## Kinetic and potential parts of the correlation energy: signs, scaling and the high-density limit

### Premises and definitions

Hartree atomic units are used. The electrons are non-relativistic, with $\hat T=-\tfrac12\sum_i\nabla_i^2$ and $\hat V_{ee}=\sum_{i<j}1/r_{ij}$. For a density $n(\mathbf r)$ of $N$ electrons and a coupling constant $\lambda\ge0$, the constrained-search functional (Levy, 1979) is

$$F^\lambda[n]=\min_{\Psi\to n}\langle\Psi|\hat T+\lambda\hat V_{ee}|\Psi\rangle , \tag{1}$$

where the search runs over all normalized antisymmetric wavefunctions with density $n$. The minimizer is $\Psi^\lambda[n]$, and $\Psi[n]$ denotes $\Psi^{1}[n]$. Three premises are used.

* **P1.** The minimum in (1) is attained. Lieb (1983) proved this for $n\ge0$, $\int n=N$ and $\int|\nabla\sqrt n|^2<\infty$.
* **P2.** The density $n$ belongs to a non-degenerate ground state $\Phi[n]$, a single determinant, of $\hat T+\sum_i v_s(\mathbf r_i)$ for some local potential $v_s$.
* **P3.** (Needed for derivatives only.) $F^\lambda[n]$ is differentiable at the $\lambda$ considered.

With $T_s[n]=\langle\Phi|\hat T|\Phi\rangle$ and $\langle\Phi|\hat V_{ee}|\Phi\rangle=U[n]+E_x[n]$, the Hartree plus exchange energy, define

$$T_c=\langle\Psi|\hat T|\Psi\rangle-\langle\Phi|\hat T|\Phi\rangle,\qquad U_c=\langle\Psi|\hat V_{ee}|\Psi\rangle-\langle\Phi|\hat V_{ee}|\Phi\rangle, \tag{2}$$

$$E_c=F^1-T_s-U-E_x=T_c+U_c . \tag{3}$$

The external potential has the same expectation value in $\Psi$ and $\Phi$, because the two share one density, and it cancels from every difference.

### The signs

**Kinetic part.** By P2 and the variational principle, every $\Psi'\to n$ obeys $\langle\Psi'|\hat T|\Psi'\rangle+\int v_sn\ge\langle\Phi|\hat T|\Phi\rangle+\int v_sn$. The potential terms cancel, so $\Phi$ minimizes $\hat T$ among all wavefunctions of density $n$, correlated ones included, and $T_s=F^0$. The choice $\Psi'=\Psi[n]$ gives $T_c\ge0$. P2 is essential to this step. A $T_s$ defined by a search over determinants alone satisfies only $T_s\ge F^0$, and $\Psi$ lies outside that smaller search space.

**Total.** $\Phi$ yields $n$ and is therefore an admissible trial function in (1) at $\lambda=1$: $F^1\le\langle\Phi|\hat T+\hat V_{ee}|\Phi\rangle=T_s+U+E_x$. By (3), $E_c\le0$.

**Potential part.** From (3), $U_c=E_c-T_c$. Using $E_c\le0$ gives $U_c\le-T_c$, and using $T_c\ge0$ gives $U_c\le E_c$. Altogether

$$T_c\ge0,\qquad E_c\le0,\qquad U_c\le-T_c\le0,\qquad U_c\le E_c . \tag{4}$$

Correlation lowers the repulsion at fixed density by $|U_c|$ and pays $T_c$ in kinetic energy, and the payment never exceeds the gain. Since the ground state in P2 is non-degenerate, $T_c=0$ forces $\Psi=\Phi$, and then all three quantities vanish, as they do for one electron.

### Coupling constant and coordinate scaling

Let $T_c^\lambda$ and $U_c^\lambda$ be defined by (2) with $\Psi^\lambda$ in place of $\Psi$, with no factor $\lambda$ in $U_c^\lambda$, and let $E_c^\lambda=F^\lambda-T_s-\lambda(U+E_x)=T_c^\lambda+\lambda U_c^\lambda$. Inserting $\Psi^\lambda$ as a trial function at another coupling $\lambda'$ gives

$$F^{\lambda'}\le F^\lambda+(\lambda'-\lambda)\langle\Psi^\lambda|\hat V_{ee}|\Psi^\lambda\rangle . \tag{5}$$

The straight line on the right touches $F$ at $\lambda$ and lies above it everywhere else, so $F^\lambda$ is concave in $\lambda$, and under P3 the line is the tangent. Subtracting the linear term $\lambda(U+E_x)$,

$$\frac{dE_c^\lambda}{d\lambda}=U_c^\lambda,\qquad T_c^\lambda=E_c^\lambda-\lambda\frac{dE_c^\lambda}{d\lambda}. \tag{6}$$

Now scale the coordinates. The map $\Psi_\gamma=\gamma^{3N/2}\Psi(\gamma\mathbf r_1,\dots,\gamma\mathbf r_N)$ preserves the norm and sends the wavefunctions of density $n$ one to one onto those of density $n_\gamma(\mathbf r)=\gamma^3n(\gamma\mathbf r)$. A change of variables multiplies $\langle\hat T\rangle$ by $\gamma^2$ and $\langle\hat V_{ee}\rangle$ by $\gamma$. Hence

$$F^1[n_\gamma]=\min_{\Psi\to n}\langle\gamma^2\hat T+\gamma\hat V_{ee}\rangle=\gamma^2F^{1/\gamma}[n].$$

The same argument without the interaction shows $\Phi[n_\gamma]=(\Phi[n])_\gamma$, so $T_s$ scales as $\gamma^2$ and $U+E_x$ as $\gamma$. With $\lambda=1/\gamma$,

$$E_c[n_\gamma]=\gamma^2E_c^{\lambda}[n],\qquad T_c[n_\gamma]=\gamma^2T_c^{\lambda}[n],\qquad U_c[n_\gamma]=\gamma\,U_c^{\lambda}[n]. \tag{7}$$

Differentiate the first relation with $d\lambda/d\gamma=-1/\gamma^2$ and (6): $\gamma\,dE_c[n_\gamma]/d\gamma=2E_c[n_\gamma]-\gamma U_c^\lambda[n]=2E_c[n_\gamma]-U_c[n_\gamma]$. Solving for $U_c$, and using $T_c=E_c-U_c$,

$$T_c[n_\gamma]=\gamma\frac{dE_c[n_\gamma]}{d\gamma}-E_c[n_\gamma],\qquad U_c[n_\gamma]=2E_c[n_\gamma]-\gamma\frac{dE_c[n_\gamma]}{d\gamma}. \tag{8}$$

These relations, due to Levy and Perdew (1985), split $E_c$ into its two parts from its behaviour under uniform compression alone.

### The uniform electron gas

Take $N$ electrons in a periodic box with a neutralizing background, with closed shells so that P2 holds, and let $N\to\infty$ at fixed density $n=3/(4\pi r_s^3)$ and fixed spin polarization. The background terms depend on $n$ only and cancel from (2). Write $E_c=N\varepsilon_c(r_s)$, $T_c=Nt_c$, $U_c=Nu_c$. Scaling shrinks the box at fixed $N$ and multiplies the density by $\gamma^3$, so $E_c[n_\gamma]=N\varepsilon_c(r_s/\gamma)$, and $\gamma\,d/d\gamma$ at $\gamma=1$ becomes $-r_s\,d/dr_s$. Equation (8) gives $t_c=-r_s\varepsilon_c'-\varepsilon_c$ and $u_c=2\varepsilon_c+r_s\varepsilon_c'$, that is

$$t_c=-\frac{d(r_s\varepsilon_c)}{dr_s},\qquad u_c=\frac1{r_s}\frac{d(r_s^2\varepsilon_c)}{dr_s}. \tag{9}$$

Since $r_s\,d/dr_s=-3n\,d/dn$, the same result in terms of the density, with $v_c=d(n\varepsilon_c)/dn$, is

$$t_c=3n\frac{d\varepsilon_c}{dn}-\varepsilon_c=3v_c-4\varepsilon_c,\qquad u_c=5\varepsilon_c-3v_c . \tag{10}$$

The signs (4) become conditions on any parametrization: $\varepsilon_c\le0$, and $r_s\varepsilon_c$ must not increase with $r_s$. The decrease of $r_s^2\varepsilon_c$ then follows.

### High density

**Finite systems.** By (7), $\gamma\to\infty$ is the weak-coupling limit at fixed $n$. Assume that $E_c^\lambda$ has an expansion in powers of $\lambda$, which is the perturbation theory of Görling and Levy (1993) and requires a gap above $\Phi$. The constant term is $E_c^0=0$, and the linear term is $U_c^0=0$ by (6), because $\Psi^0=\Phi$. Thus $E_c^\lambda=\lambda^2E^{(2)}+\lambda^3E^{(3)}+\dots$ with $E^{(2)}\le0$, and (7) and (8) give

$$E_c[n_\gamma]=E^{(2)}+\frac{E^{(3)}}\gamma,\quad T_c[n_\gamma]=-E^{(2)}-\frac{2E^{(3)}}\gamma,\quad U_c[n_\gamma]=2E^{(2)}+\frac{3E^{(3)}}\gamma,$$

$$\frac{T_c}{|E_c|}=1-\frac{E^{(3)}}{|E^{(2)}|\,\gamma}+O(\gamma^{-2}), \tag{11}$$

for $E^{(2)}\ne0$. In the limit $T_c:E_c:U_c=1:-1:-2$; half of the gain in repulsion is spent on kinetic energy.

**Two-electron ions.** The substitution $\mathbf r\to\mathbf r/Z$ turns $\hat H/Z^2$ into a hydrogenic Hamiltonian plus $Z^{-1}/r_{12}$. The exact density is therefore $Z^3m(Z\mathbf r)$ with a shape $m$ that differs from the doubly occupied hydrogen $1s$ density by $O(1/Z)$. Equation (11) applies with $\gamma=Z$. The change of shape alters $E^{(3)}/|E^{(2)}|$ by $O(1/Z)$ and so enters the ratio only at $O(Z^{-2})$.

**Uniform gas.** There is no gap, and the second-order term diverges logarithmically. For the unpolarized gas $\varepsilon_c=c_0\ln r_s-c_1+O(r_s\ln r_s)$, the form obtained by Gell-Mann and Brueckner (1957), with $c_0=(1-\ln2)/\pi^2=0.0311$ hartree and $c_1$ approximately $0.047$ hartree, both taken as given. Equation (9) yields $t_c=-\varepsilon_c-c_0$ and $u_c=2\varepsilon_c+c_0$, so $t_c/|\varepsilon_c|=1-c_0/|\varepsilon_c|$. The limit is again 1, but the approach goes as $1/|\ln r_s|$: at $r_s=0.01$ these two terms give $\varepsilon_c=-0.190$ hartree and a ratio of only $0.84$. At low density, where $\varepsilon_c=-d_0/r_s+d_1/r_s^{3/2}$ with positive constants, (9) gives $t_c=d_1/(2r_s^{3/2})$ and the ratio falls to zero as $r_s^{-1/2}$.

### Range of validity

1. $E_c\le0$ needs only P1 and some determinant that yields $n$. $T_c\ge0$ needs P2, or else a definition of $T_s$ as $F^0$ or as its ensemble extension.
2. $E_c$ is measured from the Kohn-Sham determinant of the given density. The quantum-chemical correlation energy is measured from the Hartree-Fock energy. The Hartree-Fock determinant minimizes $\langle\hat H\rangle$ over all determinants, $\Phi$ among them, so for the exact density $E_c\le E-E_{HF}$.
3. The signs hold for the integrated quantities, and for the energies per electron of the uniform gas. They say nothing about energy densities of inhomogeneous systems, which are not unique.
4. Equations (6) and (8) to (10) need P3. A concave function has one-sided derivatives everywhere, and at a kink the one-sided derivatives give the values on either side.
5. Equation (8) differentiates along a family of fixed shape. Along an isoelectronic series the shape changes with $Z$, so $Z\,dE_c/dZ$ cannot replace $\gamma\,dE_c/d\gamma$ beyond leading order.
6. Equation (11) fails when the non-interacting limit is degenerate. The bound $T_c\le|E_c|$ is equivalent, by (8), to $dE_c[n_\gamma]/d\gamma\le0$, and it does not follow from (4).
7. The $\gamma^2$ scaling of $\hat T$ is non-relativistic, so "large $Z$" refers to the non-relativistic Hamiltonian.

### Illustration: two-electron ions from H⁻ to large $Z$

**Exact reduction.** For a singlet, $\Phi=\phi(\mathbf r_1)\phi(\mathbf r_2)$ times the spin function, with $\phi=\sqrt{n/2}>0$. Write the spatial wavefunction as $\phi(\mathbf r_1)\phi(\mathbf r_2)f(\mathbf r_1,\mathbf r_2)$ with $f$ real and symmetric. Let $\langle\cdot\rangle$ be the average over both electrons with weight $\phi^2\phi^2$, and $\langle\cdot\rangle_2$ the average over electron 2 alone. The density is $n$ if and only if $\langle f^2\rangle_2=1$ for all $\mathbf r_1$. In

$$|\nabla_1(\phi f)|^2=f^2|\nabla\phi|^2+\phi\nabla\phi\cdot\nabla_1f^2+\phi^2|\nabla_1f|^2$$

the average over electron 2 turns the first term into $|\nabla\phi|^2$ and removes the second, since $\nabla_1\langle f^2\rangle_2=0$. The two electrons contribute equally, each with the factor $\tfrac12$, so

$$T_c[f]=\langle|\nabla_1f|^2\rangle\ge0,\qquad U_c[f]=\langle(f^2-1)\,W\rangle, \tag{12}$$

$$W=\frac1{r_{12}}-w(\mathbf r_1)-w(\mathbf r_2)+\langle w\rangle,\qquad w(\mathbf r_1)=\langle r_{12}^{-1}\rangle_2 .$$

The one-body terms may be added to $1/r_{12}$ because $\langle f^2-1\rangle_2=0$, and they are chosen so that $\langle W\rangle_2=0$. For two electrons $T_c\ge0$ thus holds for any positive density, without P2.

**Trial family.** Let $f=1-\kappa G+\kappa^2(s_1+s_2)+\kappa^3(\sigma_1+\sigma_2)+\dots$, where $\langle G\rangle_2=0$ and the one-body functions $s,\sigma,\dots$ restore the density order by order. At order $\kappa^2$ the constraint reads $2s_1+2\langle s\rangle=-R$ with $R(\mathbf r_1)=\langle G^2\rangle_2$, so $s=-R/2+\langle R\rangle/4$. One-body terms average to zero against $W$, and their gradients average to zero against $\nabla_1G$, because $\langle\nabla_1G\rangle_2=0$. Equation (12) becomes

$$T_c=a\kappa^2+t\kappa^4+\dots,\qquad U_c=-2b\kappa+c\kappa^2+u\kappa^3+\dots \tag{13}$$

with $a=\langle|\nabla_1G|^2\rangle$, $b=\langle GW\rangle=\langle G/r_{12}\rangle$, $c=\langle G^2W\rangle$, $t=\langle|\nabla s|^2\rangle$ and $u=-2\langle G(s_1+s_2)W\rangle$. The term linear in $\kappa$ makes $E_c$ strictly negative whenever $b\neq0$.

**Model density.** Take $n=(2\zeta^3/\pi)e^{-2\zeta r}$ with $\zeta=Z-5/16$, the minimizer of the uncorrelated energy $\zeta^2-2Z\zeta+\tfrac58\zeta$. All these densities are scaled copies of the one with $\zeta=1$, so $\gamma=\zeta$. The coefficients are evaluated at $\zeta=1$, and $T_c$ and $U_c$ in (13) are then multiplied by $\zeta^2$ and $\zeta$. At $\zeta=1$ the radial weight is $4r^2e^{-2r}$, $\langle r\rangle=\tfrac32$, $\langle r^2\rangle=3$, $w=1/r-e^{-2r}(1+1/r)$, $\langle w\rangle=\tfrac58$, $\langle rw\rangle=\tfrac{25}{32}$ and $\langle r^2w\rangle=\tfrac{21}{16}$. Choose one radial and one angular term,

$$G=\alpha G_r+\beta G_a,\qquad G_r=h(r_1)h(r_2),\quad h=r-\tfrac32,\qquad G_a=\mathbf r_1\cdot\mathbf r_2 .$$

Both obey $\langle G\rangle_2=0$, the first because $\langle h\rangle=0$ and the second by parity. With $\mu=\cos\theta_{12}$, the Legendre expansion of $1/r_{12}$ gives the angular averages $\overline{1/r_{12}}=1/r_>$, $\overline{\mu/r_{12}}=r_</(3r_>^2)$ and $\overline{\mu^2/r_{12}}=1/(3r_>)+2r_<^2/(15r_>^3)$. The radial averages follow by integrating over $r_>$ first; with $m=q+2\ge0$,

$$\langle r_<^{\,p}\,r_>^{\,q}\rangle=32\sum_{k=0}^{m}\frac{m!}{k!\,2^{m-k+1}}\,\frac{(p+2+k)!}{4^{\,p+3+k}} .$$

The values needed are $\langle r_<\rangle=\tfrac{33}{32}$, $\langle r_<^2\rangle=\tfrac{87}{64}$, $\langle r_<^3\rangle=\tfrac{555}{256}$, $\langle r_<^2/r_>\rangle=\tfrac{21}{32}$, $\langle r_<^3/r_>\rangle=\tfrac{15}{16}$, $\langle r_<^4/r_>\rangle=\tfrac{405}{256}$ and $\langle r_<^2r_>\rangle=\tfrac{837}{256}$.

*Kinetic terms.* $\langle|\nabla_1G_r|^2\rangle=\langle h^2\rangle=\tfrac34$ and $\langle|\nabla_1G_a|^2\rangle=\langle r^2\rangle=3$. The cross term vanishes by parity.

*Linear terms.* $b_r=\langle r_<\rangle-3\langle rw\rangle+\tfrac94\langle w\rangle=\tfrac3{32}$ and $b_a=\tfrac13\langle r_<^2/r_>\rangle=\tfrac7{32}$.

*Shape.* As $\zeta\to\infty$ only $\zeta^2a\kappa^2-2\zeta b\kappa$ survives. Minimizing it term by term, with the normalization $\zeta\kappa=1$, fixes $\alpha=b_r/\tfrac34=\tfrac18$ and $\beta=b_a/3=\tfrac7{96}$. Then

$$a=b=\tfrac3{256}+\tfrac{49}{3072}=\tfrac{85}{3072}=0.02767 .$$

*Quadratic terms.* Expanding the polynomials gives $\langle h^2w\rangle=\tfrac38$ and $\langle h_1^2h_2^2/r_>\rangle=\tfrac{63}{256}$. Then

$$\langle G_r^2W\rangle=\tfrac{63}{256}-2\cdot\tfrac34\cdot\tfrac38+\tfrac58\cdot\tfrac9{16}=\tfrac9{256},$$

$$\langle G_rG_aW\rangle=\tfrac13\left[\tfrac{555}{256}-\tfrac32\left(\tfrac{15}{16}+\tfrac{87}{64}\right)+\tfrac94\cdot\tfrac{21}{32}\right]=\tfrac{17}{256},$$

$$\langle G_a^2W\rangle=\tfrac13\left[\tfrac{837}{256}+\tfrac25\cdot\tfrac{405}{256}-2\cdot3\cdot\tfrac{21}{16}+9\cdot\tfrac58\right]=\tfrac{141}{256},$$

so $c=(9\alpha^2+34\alpha\beta+141\beta^2)/256=\tfrac{1229}{262144}=0.004688$ and $\eta\equiv c/a=0.169$.

**The model.** Since $\kappa\sim1/\zeta$, the terms in $a$ and $b$ are of order $\zeta^0$, the term in $c$ is of order $\zeta^{-1}$, and those in $t$ and $u$ are of order $\zeta^{-2}$. Dropping the last two leaves $E_c(\kappa)=\zeta^2a\kappa^2+\zeta(-2a\kappa+c\kappa^2)$, with its minimum at $\kappa=1/(\zeta+\eta)$:

$$E_c=-\frac{a\zeta}{\zeta+\eta},\quad T_c=\frac{a\zeta^2}{(\zeta+\eta)^2},\quad U_c=-\frac{a\zeta(2\zeta+\eta)}{(\zeta+\eta)^2},\quad\frac{T_c}{|E_c|}=\frac{\zeta}{\zeta+\eta}. \tag{14}$$

These expressions satisfy (4). They also satisfy (8) identically, since $\zeta\,dE_c/d\zeta=-a\eta\zeta/(\zeta+\eta)^2$, and they reproduce (11) with $E^{(2)}=-a$ and $E^{(3)}=c$. The model's values, with energies in millihartree, are:

| Ion | $\zeta$ | $T_c$ | $U_c$ | $E_c$ | $T_c/\lvert E_c\rvert$ |
|---|---|---|---|---|---|
| H⁻ | 0.6875 | 17.8 | −40.0 | −22.2 | 0.80 |
| Li⁺ | 2.6875 | 24.5 | −50.5 | −26.0 | 0.94 |
| C⁴⁺ | 5.6875 | 26.1 | −53.0 | −26.9 | 0.97 |
| Ca¹⁸⁺ | 19.6875 | 27.2 | −54.6 | −27.4 | 0.99 |
| $Z\to\infty$ | | 27.7 | −55.3 | −27.7 | 1 |

**Size of the dropped order.** Here $R=\tfrac34\alpha^2h^2+\beta^2r^2$, and the same averages give $t=2.81\times10^{-4}$ and $u=1.425\times10^{-3}$. Minimizing $\zeta^2(a\kappa^2+t\kappa^4)+\zeta(-2a\kappa+c\kappa^2+u\kappa^3)$ changes the Li⁺ entries little, to $E_c=-25.8$ millihartree and a ratio of $0.93$. For H⁻ it gives $E_c=-20.7$ millihartree and a ratio of $0.70$. The shift of $1.5$ millihartree is to be set against the $5.5$ millihartree by which the $c$ term raises $E_c$ above its large-$Z$ value, and the shift of the ratio is half of its departure from 1. The H⁻ row is therefore good to one figure in the ratio even within the model, and the single exponential also lacks the diffuse tail of the true H⁻ density.

In the limit $\zeta\to\infty$ the dropped orders vanish, and the variational character of (1) makes $-27.7$ millihartree an upper bound on $E^{(2)}$ for the hydrogenic density. The trial function has no term linear in $r_{12}$, and at first order no angular momentum above $l=1$, so it leaves out short-range correlation. As typical knowledge, $E_c$ of these ions is approximately $-42$ millihartree for H⁻ and approximately $-47$ millihartree at large $Z$, so the model's $|E_c|$ is too small by roughly 40 to 50 per cent along the series. The model does show the structure that was derived: the signs (4), the split (8), and a ratio $T_c/|E_c|$ that lies well below 1 for the weakly bound anion and approaches 1 with a deviation proportional to $1/Z$.